**All-electron and pseudo 3p waves of phosphorus: predicting four withheld radii**

The table holds $u = rR(r)$ of the P 3p shell at thirteen radii, all-electron and Troullier-Martins pseudo (p radius 1.6 bohr), from ld1.x 7.5 with PBE, scalar-relativistic, for a spherical spin-averaged atom. Using nine rows only, the program fits the pseudo wave as $r^2$ times the exponential of a polynomial in $r^2$, the gap between the waves as $A d^5 e^{bd}$ with $d = r_c - r$, and the all-electron wave alternatively as a node factor times the exponential of a cubic. The degree-4 fit reproduces the known rows to four decimals but overshoots all four withheld pseudo values in magnitude, by up to 0.0055 bohr$^{-1/2}$, and the miss at 1.76 bohr is 1.01 times its error bar. The gap at 1.28 bohr is predicted as 0.0028 ± 0.0003 against a computed 0.0029, and the charge inside the radius balances to 0.0002 on the coarse grid. Matching and norm are built into the scheme, so these results check interpolation and consistency, not transferability.

Radial waves u = rR(r) of the 3p shell of a spherical phosphorus atom, all-electron and pseudo, computed with ld1.x 7.5 at the scalar-relativistic PBE level. The norm-conserving Troullier-Martins pseudopotential has a [Ne] core, reference valence 3s2 3p3 and a p matching radius of 1.6 bohr. The signs of the two waves are aligned outside that radius.

## Script

```python
# Table: u = r R(r) of the P 3p shell, all-electron (AE) and Troullier-Martins pseudo (PS) wave,
# ld1.x 7.5, PBE, scalar-relativistic, spherical spin-averaged atom.
# Tested: PS = -r^2 exp(polynomial in r^2); gap AE-PS = A d^5 exp(b d), d = rc - r; norm balance;
# alternative AE = -(r - node) exp(cubic in r). All fits use the known rows only.
T = {
    'radius': [0.16, 0.32, 0.48, 0.64, 0.8, 0.96, 1.12, 1.28, 1.44, 1.6, 1.76, 1.92, 2.08],  # bohr
    'all_electron_wave': [0.2205, 0.2923, 0.1807, 0.0005, -0.1828, -0.3415, -0.4674, -0.5611, -0.6248, -0.6624, -0.6788, -0.6785, -0.6658],  # bohr^(-1/2)
    'pseudo_wave': [-0.0141, -0.0551, -0.1193, -0.2011, -0.294, -0.3905, -0.4833, -0.564, -0.6249, -0.6624, -0.6788, -0.6785, -0.6658],  # bohr^(-1/2)
}
HELD = [7, 8, 9, 10]  # rows withheld from the fit
import numpy as np
from scipy.interpolate import CubicSpline
r = np.array(T['radius'], float); ae = np.array(T['all_electron_wave'], float); ps = np.array(T['pseudo_wave'], float)
H = np.array(HELD); K = np.array([i for i in range(len(r)) if i not in HELD])
rc, l, h, rnd = 1.6, 1, r[1] - r[0], 5e-5   # rc: p radius from the run settings (bohr)
gap = ae - ps
print(f"waves in bohr^-1/2, radii in bohr; rounding +-{rnd:.5f} per wave, +-{2*rnd:.4f} on the gap")
node = r[3] - ae[3]*h/(ae[4] - ae[3]); slope = np.log(ps[1]/ps[0])/np.log(r[1]/r[0])
print(f"AE node (linear interpolation) {node:.4f}; PS ratio row1/row0 {ps[1]/ps[0]:.2f}, power of r {slope:.2f} (l+1 = 2)")
assert np.sum(np.diff(np.sign(ae[K])) != 0) == 1 and np.all(ps[K] < 0)
assert 1.8 < slope < 2.1
assert np.all(np.abs(gap[K][r[K] > rc]) <= 2*rnd + 1e-9)
assert np.all(gap[K][r[K] < rc] > 0)
C = {n: np.polyfit(r[K]**2, np.log(-ps[K]/r[K]**2), n, w=-ps[K]) for n in (1, 3, 4, 5)}
fps = lambda x, n=4: -x**2*np.exp(np.polyval(C[n], x**2))
for n in C:
    c4 = f"c4 {C[n][-3]:+.4f}, -c2^2/(2l+5) {-C[n][-2]**2/(2*l+5):+.4f}, " if n > 1 else ""
    print(f"PS degree {n}: c0 {C[n][-1]:+.4f}, c2 {C[n][-2]:+.4f}, {c4}largest residual {np.max(np.abs(fps(r[K], n)-ps[K])):.4f}")
G = np.array([3, 4, 5, 6])   # rows nearest rc from inside: the d^5 form is an expansion about rc
def fitgap(R):
    b, a = np.polyfit(R - r[G], np.log(gap[G]/(R - r[G])**5), 1)
    return (lambda x: np.exp(a)*np.clip(R - x, 0, None)**5*np.exp(b*(R - x))), np.exp(a), b
fg, A, b = fitgap(rc)
print(f"gap model on r = {r[3]:.2f}-{r[6]:.2f}: A {A:.3f} bohr^-5.5, b {b:+.3f} per bohr")
print("local power of gap in d, pairs moving outward: " + ", ".join(
    f"{np.log(gap[i]/gap[i+1])/np.log((rc-r[i])/(rc-r[i+1])):.2f}" for i in (3, 4, 5)) + " (limit 5)")
O = K[r[K] > node + 0.1]     # outer lobe only
D = np.polyfit(r[O], np.log(-ae[O]/(r[O] - node)), 3)
fae = lambda x: -(x - node)*np.exp(np.polyval(D, x))
print(f"alternative AE form: {len(O)} rows, 4 constants, largest residual {np.max(np.abs(fae(r[O])-ae[O])):.4f}")
print("known rows: r, ln(|PS|/r^2), PS fit residual, gap, gap model, PS^2-AE^2")
for i in K:
    tag = "" if i in G else " (not in gap fit)"
    print(f" {r[i]:.2f} {np.log(-ps[i]/r[i]**2):+.4f} {fps(r[i])-ps[i]:+.4f} {gap[i]:+.4f} {fg(r[i]):+.4f} {ps[i]**2-ae[i]**2:+.4f}{tag}")
x = r[H]; pg = fg(x); pp = fps(x); pa = pp + pg
bg = np.max([np.abs(fitgap(rc + s)[0](x) - pg) for s in (-0.02, 0.02)], axis=0) + 2*rnd
bp = np.max([np.abs(fps(x, 3) - pp), np.abs(fps(x, 5) - pp), np.abs(fae(x) - pg - pp)], axis=0) + rnd
for name, p, e, t in (("PS", pp, bp, ps), ("gap", pg, bg, gap), ("AE", pa, bp + bg, ae)):
    print(f"withheld rows, {name}: r, prediction, error bar, computed, miss, miss/bar")
    for j, i in enumerate(H):
        print(f" {r[i]:.2f} {p[j]:+.4f} +-{e[j]:.4f} {t[i]:+.4f} {p[j]-t[i]:+.4f} {abs(p[j]-t[i])/e[j]:.2f}")
print("alternative AE form, miss on withheld rows: " + ", ".join(f"{v:+.4f}" for v in fae(x) - ae[H]))
print("PS degree 1, miss on withheld rows: " + ", ".join(f"{v:+.4f}" for v in fps(x, 1) - ps[H]))
dq = h*(ps**2 - ae**2); k = dq[K]
print(f"norm grid sum, known rows: deficit {k[k<0].sum():+.4f}, surplus {k[k>0].sum():+.4f}, net {k.sum():+.4f}")
print(f"withheld rows add: predicted {h*np.sum(pp**2-pa**2):+.4f}, computed {dq[H].sum():+.4f}; net all rows {dq.sum():+.4f}")
r0 = np.r_[0, r]; f = np.linspace(0, rc, 1601)
qa, qp = [np.sum(CubicSpline(r0, np.r_[0, u])(f)**2)*(f[1] - f[0]) for u in (ae, ps)]
print(f"charge inside rc from splines, all rows: AE {qa:.4f}, PS {qp:.4f}, difference {qp-qa:+.4f} (coarse grid)")
g = np.linspace(1.4, r[-1], 681); s = CubicSpline(r, ps)(g)
print(f"extremum: predicted r {g[np.argmin(fps(g))]:.2f}, u {fps(g).min():+.4f}; spline of all rows r {g[np.argmin(s)]:.2f}, u {s.min():+.4f}")
```

Printed output:

```
waves in bohr^-1/2, radii in bohr; rounding +-0.00005 per wave, +-0.0001 on the gap
AE node (linear interpolation) 0.6404; PS ratio row1/row0 3.91, power of r 1.97 (l+1 = 2)
PS degree 1: c0 -0.5840, c2 -0.2988, largest residual 0.0047
PS degree 3: c0 -0.6023, c2 -0.2594, c4 -0.0214, -c2^2/(2l+5) -0.0096, largest residual 0.0007
PS degree 4: c0 -0.5882, c2 -0.3102, c4 +0.0293, -c2^2/(2l+5) -0.0137, largest residual 0.0000
PS degree 5: c0 -0.5885, c2 -0.3082, c4 +0.0254, -c2^2/(2l+5) -0.0136, largest residual 0.0000
gap model on r = 0.64-1.12: A 1.568 bohr^-5.5, b -1.921 per bohr
local power of gap in d, pairs moving outward: 3.26, 3.67, 3.91 (limit 5)
alternative AE form: 5 rows, 4 constants, largest residual 0.0006
known rows: r, ln(|PS|/r^2), PS fit residual, gap, gap model, PS^2-AE^2
 0.16 -0.5964 -0.0000 +0.2346 +0.6105 -0.0484 (not in gap fit)
 0.32 -0.6197 -0.0000 +0.3474 +0.4607 -0.0824 (not in gap fit)
 0.48 -0.6582 +0.0000 +0.3000 +0.3213 -0.0184 (not in gap fit)
 0.64 -0.7114 -0.0000 +0.2016 +0.2022 +0.0404
 0.80 -0.7779 +0.0000 +0.1112 +0.1105 +0.0530
 0.96 -0.8587 -0.0000 +0.0490 +0.0492 +0.0359
 1.12 -0.9538 +0.0000 +0.0159 +0.0159 +0.0151
 1.92 -1.6925 -0.0000 +0.0000 +0.0000 +0.0000 (not in gap fit)
 2.08 -1.8715 +0.0000 +0.0000 +0.0000 +0.0000 (not in gap fit)
withheld rows, PS: r, prediction, error bar, computed, miss, miss/bar
 1.28 -0.5648 +-0.0033 -0.5640 -0.0008 0.23
 1.44 -0.6280 +-0.0060 -0.6249 -0.0031 0.51
 1.60 -0.6679 +-0.0069 -0.6624 -0.0055 0.80
 1.76 -0.6832 +-0.0044 -0.6788 -0.0044 1.01
withheld rows, gap: r, prediction, error bar, computed, miss, miss/bar
 1.28 +0.0028 +-0.0003 +0.0029 -0.0001 0.17
 1.44 +0.0001 +-0.0001 +0.0001 +0.0000 0.14
 1.60 +0.0000 +-0.0001 +0.0000 +0.0000 0.00
 1.76 +0.0000 +-0.0001 +0.0000 +0.0000 0.00
withheld rows, AE: r, prediction, error bar, computed, miss, miss/bar
 1.28 -0.5619 +-0.0036 -0.5611 -0.0008 0.22
 1.44 -0.6279 +-0.0062 -0.6248 -0.0031 0.49
 1.60 -0.6679 +-0.0070 -0.6624 -0.0055 0.79
 1.76 -0.6832 +-0.0045 -0.6788 -0.0044 0.99
alternative AE form, miss on withheld rows: -0.0015, -0.0018, -0.0014, -0.0005
PS degree 1, miss on withheld rows: +0.0040, +0.0026, -0.0019, -0.0057
norm grid sum, known rows: deficit -0.0239, surplus +0.0231, net -0.0008
withheld rows add: predicted +0.0005, computed +0.0005; net all rows -0.0002
charge inside rc from splines, all rows: AE 0.2333, PS 0.2331, difference -0.0002 (coarse grid)
extremum: predicted r 1.79, u -0.6836; spline of all rows r 1.83, u -0.6805
```
